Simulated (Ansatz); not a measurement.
# Sr2O5: the change of pressure and energy above lowest point with volume per atom

Equation of state of a cubic crystal from periodic Kohn-Sham density functional theory without spin; pressure corrected for the finite basis. The results are calculated, by Ansatz 0.2.0 development build.

Cell of the first row (space group Pn-3m, No. 224):
```
cell vectors (Å)
   5.6859     0.0000     0.0000
   0.0000     5.6859     0.0000
   0.0000     0.0000     5.6859
atoms (fractions of the cell vectors)
Sr  0.00000  0.00000  0.00000
Sr  0.50000  0.50000  0.00000
Sr  0.50000  0.00000  0.50000
Sr  0.00000  0.50000  0.50000
O   0.50000  0.00000  0.00000
O   0.00000  0.50000  0.00000
O   0.00000  0.00000  0.50000
O   0.50000  0.50000  0.50000
O   0.75000  0.75000  0.25000
O   0.75000  0.25000  0.75000
O   0.25000  0.75000  0.75000
O   0.75000  0.25000  0.25000
O   0.25000  0.75000  0.25000
O   0.25000  0.25000  0.75000
```

Settings of every row: formula Sr2O5; structure type cubic X2O5; functional PBE; spin treatment none; k mesh 10x10x10; occupation method fermi-dirac; occupation width 0.061225619 eV; wave cutoff 700 eV; datasets hard PAW; density cutoff ratio 4.

Limits: a cubic model structure, not a phase known at ambient conditions; modest k-mesh, values are not fully converged in k; no spin polarisation, a magnetic state may lie lower.

| row | volume per atom (Å³) | pressure (GPa) | energy above lowest point (meV/atom) |
| --- | --- | --- | --- |
| 1 | 13.13 | 5.443 | 13.31 |
| 2 | 13.41 | 3.406 | 5.62 |
| 3 | 13.689 | 1.581 | 1.31 |
| 4 | 13.969 | -0.053 | 0 |
| 5 | 14.248 | ? | ? |
| 6 | 14.527 | -2.828 | 5.2 |
| 7 | 14.807 | -4.002 | 11.18 |

Question: what pressure and energy above lowest point should row 5 give?

Worked fit of pressure. Take u = (V_r/V)^(2/3) − 1 with V_r = 13.829 Å³ an atom, which is twice the finite (Eulerian) strain; such expansions in the strain, on which the Birch-Murnaghan equation of state is built, carry the rest volume and the bulk modulus. The shown rows have u = 0.03518, 0.02072, 0.00681, -0.00669, -0.03229, -0.04453. Least squares give pressure = 0.7417 + 121.616 × u + 340.04 × u² GPa; a straight line predicts inner rows, each left out in turn, worse (root mean square 0.21 against 0.0055 GPa). The rows lie off it by 0.002, -0.002, -0.005, 0.004, 0.003, -0.002 (root mean square 0.0032 GPa). The pressure vanishes at u = -0.0062, or V = 13.96 Å³ an atom, and there the bulk modulus at fixed shape and fractions is B = −V dP/dV = (2/3)(1 + u) dP/du = 77.8 GPa. The withheld row has u = -0.0197, so the fit gives 0.7417 + 121.616 × (-0.0197) + 340.04 × (-0.0197)² = -1.522 GPa.

The calculation gave -1.517 GPa. The fit lies 0.005 GPa (0.053 % of the column's range) below it; its largest miss of a shown row is 0.005 GPa.

Worked fit of energy above lowest point. Take u = (V_r/V)^(2/3) − 1 with V_r = 13.829 Å³ an atom, which is twice the finite (Eulerian) strain; such expansions in the strain, on which the Birch-Murnaghan equation of state is built, carry the rest volume and the bulk modulus. The shown rows have u = 0.03518, 0.02072, 0.00681, -0.00669, -0.03229, -0.04453. Least squares give energy above lowest point = 0.299 + 95.76 × u + 7724.1 × u² + 1922 × u³ meV/atom; a parabola predicts inner rows, each left out in turn, worse (root mean square 0.036 against 0.0078 meV/atom). All shown rows lie on it to the printed digit. Its lowest point lies at u = -0.0062, or V = 13.96 Å³ an atom, and the curvature there gives the bulk modulus at fixed shape and fractions, B = (4/9)(1 + u)² E″(u)/V = 77.5 GPa. The withheld row has u = -0.0197, so the fit gives 0.299 + 95.76 × (-0.0197) + 7724.1 × (-0.0197)² + 1922 × (-0.0197)³ = 1.40 meV/atom.

The calculation gave 1.39 meV/atom. The fit lies 0.01 meV/atom (0.075 % of the column's range) above it, one unit of the last digit.
